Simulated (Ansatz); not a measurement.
# Collinear spin orders of LiCoPO₄ (Pnma) at PBEsol+U: energies and shell couplings

I calculate the energies of collinear arrangements of the four Co spins in the primitive cell of LiCoPO₄, with PBEsol and U = 3.5 eV on Co. Every energy is given per Co atom and measured from the parallel order, so a negative value means that the order lies below the ferromagnet. The question is which order is lowest, and whether a few pair couplings reproduce the energies of all of them. LiCoPO₄ is studied as a high-voltage battery cathode and as a magnetoelectric, and in the second role the pattern of spins decides which magnetoelectric responses symmetry allows. If pair couplings suffice, they can also serve in models of spin waves and of the ordering temperature.

## Systems and settings

One system, LiCoPO4 (Pnma), 28 atom(s) a primitive cell, from measured cells of the Crystallography Open Database. Ansatz 0.2.0, plane waves with default PAW datasets, cutoff 420 eV, Fermi-Dirac smearing of 0.1 eV, k meshes whose coarsest spacing along a reciprocal vector is 0.22 1/Å over all runs (2π included). Functional: PBEsol with Hubbard U (eV) Co 3.5; collinear spins, no spin-orbit coupling. Atoms are fixed. Each order is started from typed moments on Co and from given occupation matrices of the Co d shells, in the primitive cell and on the same 4 x 6 x 6 mesh; only runs that kept their pattern of signs are listed. Runs that did not converge or carry a known fault are not listed. Finished runs of the same series that are left out: the start antiferro +--+, which repeats a listed case or did not pass the checks for like settings and one steady state; the start antiferro ++--, which repeats a listed case or did not pass the checks for like settings and one steady state. The same in all rows: sum of e_i.e_j over the 2 Co neighbours at 4.70 Å, mean over magnetic atoms (+1 parallel, -1 opposed): 2.0; metal or insulator in the row's run, judged by its smearing entropy or density of states at the Fermi energy (a gap under a few smearing widths counts as a metal): insulator.

Notes on method and selection:

- In a Heisenberg model with E = -sum over ordered pairs of J e_i.e_j, the energy per magnetic atom is E0 less the sum over shells of J times the listed sum; further shells and changes of moment size are outside it.
- Each state is what a run reaches from typed starting moments; only a few collinear orders were started, so the lowest found need not be the ground state. Spin-orbit coupling is left out of these energies, which are free energies at the smearing width. A magnetic atom is one that was given a starting moment.
- Site moments count the spin inside each program's own atomic sphere, so they depend somewhat on its radius and leave out the spin between the spheres.
- Under the Hubbard U each order was started from the occupation matrices of the lowest run, or of the lowest run so far; other orbital states may lie lower.
- Ansatz's own search for a lower self-consistent state was switched off in these runs, so a run may rest in a state that is not the lowest for its pattern of moments.
- The shell on the horizontal axis is the one of the three whose sum correlates best with the energies.
- Runs that did not converge, have known faults or may not be shown are not listed, and runs on Ansatz's PAW sets soft_1 and soft_2 are kept to separate tables.

Columns:

- shell at 3.82 Å: sum of e_i.e_j over the 4 Co neighbours at 3.82 Å, mean over magnetic atoms (+1 parallel, -1 opposed).
- shell at 5.41 Å: sum of e_i.e_j over the 2 Co neighbours at 5.41 Å, mean over magnetic atoms (+1 parallel, -1 opposed).
- moment (μB): largest site spin moment.
- net moment (μB): size of the net spin moment per magnetic atom.
- energy (meV): energy less that of the parallel order, per magnetic atom.

Input lines of one member:

```
magnetization:
  spin_polarized: true
kpoints:
  mp_grid: { grid: [4, 6, 6] }
hamiltonian:
  xc: pbesol
  hubbard:
    occupation_matrices:
      a4_more:
        matrix:
          - [0.9969, -0.0003, 0.0, -0.0005, 0.0]
          - [-0.0003, 0.9964, 0.0, 0.0014, 0.0]
          - [0.0, 0.0, 0.9957, 0.0, -0.0014]
          - [-0.0005, 0.0014, 0.0, 0.9962, 0.0]
          - [0.0, 0.0, -0.0014, 0.0, 0.9968]
      a4_less:
        matrix:
          - [0.9678, 0.1486, 0.0, -0.0121, 0.0]
          - [0.1486, 0.1041, 0.0, -0.0377, 0.0]
          - [0.0, 0.0, 0.2327, 0.0, -0.2996]
          - [-0.0121, -0.0377, 0.0, 0.0858, 0.0]
          - [0.0, 0.0, -0.2996, 0.0, 0.8777]
      a5_more:
        matrix:
          - [0.9969, 0.0003, 0.0, -0.0005, 0.0]
          - [0.0003, 0.9964, 0.0, -0.0014, 0.0]
          - [0.0, 0.0, 0.9957, 0.0, 0.0014]
          - [-0.0005, -0.0014, 0.0, 0.9962, 0.0]
          - [0.0, 0.0, 0.0014, 0.0, 0.9968]
      a5_less:
        matrix:
          - [0.9678, -0.1486, 0.0, -0.0121, 0.0]
```

Command (options for logging and memory left out): `ansatz run input.yaml`

## Data

| member | shell at 3.82 Å | shell at 5.41 Å | moment (μB) | net moment (μB) | energy (meV) |
| --- | --- | --- | --- | --- | --- |
| opposed +-+- | −4 | −2 | 2.56 | 0.00 | −13.36 |
| opposed +--+ | −4 | 2 | 2.56 | 0.00 | −9.42 |
| partly opposed +++- | 0 | 0 | 2.57 | 1.50 | ? |
| opposed ++-- | 4 | −2 | 2.57 | 0.00 | −3.79 |
| parallel ++++ | 4 | 2 | 2.57 | 3.00 | 0.00 |

Cells marked ? are withheld until the estimate has been made.

## Mechanism

Among the four orders with shown energies, +-+- is lowest, at −13.36 meV. It is the one in which the neighbours at 3.82 Å and those at 5.41 Å are all opposed.

Reversing the 3.82 Å shell from parallel to opposed lowers the energy by 9.42 meV when the 5.41 Å shell is parallel, and by 13.36 − 3.79 = 9.57 meV when it is opposed. The sum changes by 8, so the mean slope is (9.42 + 9.57) / 16 = 1.19 meV, or J = −1.19 meV in the convention of the set-up. Reversing the 5.41 Å shell lowers the energy by 3.79 meV when the 3.82 Å shell is parallel, and by 13.36 − 9.42 = 3.94 meV when it is opposed, which gives J = −(3.79 + 3.94) / 8 = −0.97 meV. Both couplings favour opposed spins. The nearer shell matters more, mainly because it has four neighbours instead of two.

The sign is what superexchange theory leads me to expect. Opposed spins let electrons hop virtually between half-filled d orbitals through the anions, with a gain of order t²/U, where t is the effective hopping; parallel spins block this. The nearer Co ions share an oxygen corner, whereas the farther ones are linked through phosphate groups. Both J are effective values, since each also absorbs any longer bonds joining the same sublattices.

The two reversals add up to within 0.15 meV, against a total spread of 13.36 meV. That is good agreement, but four energies fitted with a constant and two couplings leave only one check. The third shell, at 4.70 Å, joins Co atoms related by a lattice translation; its sum is 2.0 in every row, so its coupling stays hidden in the constant.

## Blind estimate

Plain estimates from the members shown:

- partly opposed +++-, mean of the 4 members shown: −6.64 meV, standard deviation 5.1

For +++- I trust the mean of the four shown energies, because here it is also the result of the pair model. Both listed sums are zero in this order, so only the constant E0 remains. Over the four shown orders each sum also averages to zero, which makes their mean equal to E0: (−13.36 − 9.42 − 3.79 + 0.00) / 4 = −6.64 meV.

Longer pair couplings do not change this. With four equivalent Co sublattices, the products of spins for each kind of sublattice pair cancel in +++-, and they cancel again in the average over the four shown orders. The moments, 2.56 to 2.57 μB, give no reason for a shift either.

The standard deviation of 5.1 meV printed with the mean reflects the real splitting by exchange and is not the error of this route. I try the two-coupling model on +-+- instead: the other three energies give −9.42 − 3.79 − 0.00 = −13.21 meV, a miss of 0.15 meV, which I take as the error bar.

The main risk is a term in the product of all four spins. That product is +1 in every shown order and −1 in +++-, so the shown energies cannot reveal it. A different orbital state of Co in this less symmetric order would also spoil the estimate.

**Committed estimate, partly opposed +++-: energy = −6.64 ± 0.15 meV.**

## The answer

| member | shell at 3.82 Å | shell at 5.41 Å | moment (μB) | net moment (μB) | energy (meV) |
| --- | --- | --- | --- | --- | --- |
| partly opposed +++- | 0 | 0 | 2.57 | 1.50 | −6.64 |

| member | estimate | energy (meV) | computed | estimate − computed | miss in error bars |
| --- | --- | --- | --- | --- | --- |
| partly opposed +++- | committed | −6.64 | −6.64 | 0.00 | 0.0 |
| partly opposed +++- | mean | −6.64 | −6.64 | 0.00 |  |

The computed energy of +++- is −6.64 meV per Co relative to the parallel order, equal to my estimate to the last printed digit and well inside the error bar of 0.15 meV. The plain mean did equally well, because it is the same number.

The argument that pair couplings cancel in this order was borne out. The four-spin term I named as the main risk does not show: it would move +++- away from the mean of the other four, and the difference is 0.00 meV. Nor is there any sign of a change of orbital state.

My error bar rested on the wrong test. The four sublattices form three kinds of pair, and I had fitted only two. A weak coupling of the third kind can produce the 0.15 meV mismatch, yet it cancels in +++- like the others. The four first energies therefore fix a constant and three effective pair couplings without any check left over, and +++- is the one real test of the pair model.

## Where the trend breaks

Against the line in the 3.82 Å shell alone, the four orders other than +++- miss by nearly the same amount, 1.9 to 2.0 meV, so none stands out. Those with the 5.41 Å shell opposed lie below the line and those with it parallel lie above, as the second coupling requires (0.97 × 2 = 1.94 meV). With both shells included, the largest miss is about 0.04 meV.

## Summary

Of the five orders, +-+- is lowest, 13.36 − 9.42 = 3.94 meV per Co below +--+. Two couplings reproduce all five energies to about 0.04 meV. This holds for collinear orders within the primitive cell; the 4.70 Å coupling needs a larger cell, so a new order that reverses those neighbours cannot be estimated from these rows.

For spin-wave models written as a sum of J′ S·S over pairs counted once, with S = 3/2 and so S² = 1.5 × 1.5 = 2.25, J′ = 2 × 1.19 / 2.25 = 1.06 meV at 3.82 Å and 2 × 0.97 / 2.25 = 0.86 meV at 5.41 Å, both antiferromagnetic. A full spin-wave model needs the 4.70 Å coupling as well.

Spin-orbit coupling is left out of these energies. Much of its effect on a Co²⁺ ion should be common to all orders and cancel in the differences; the part that depends on spin direction sets the easy axis, which these rows cannot give.

[Logs are printed without paths, hosts, clocks, repeated set-up lines and the standing remarks that a program may print on its own settings, such as how far it seeks lower states.]
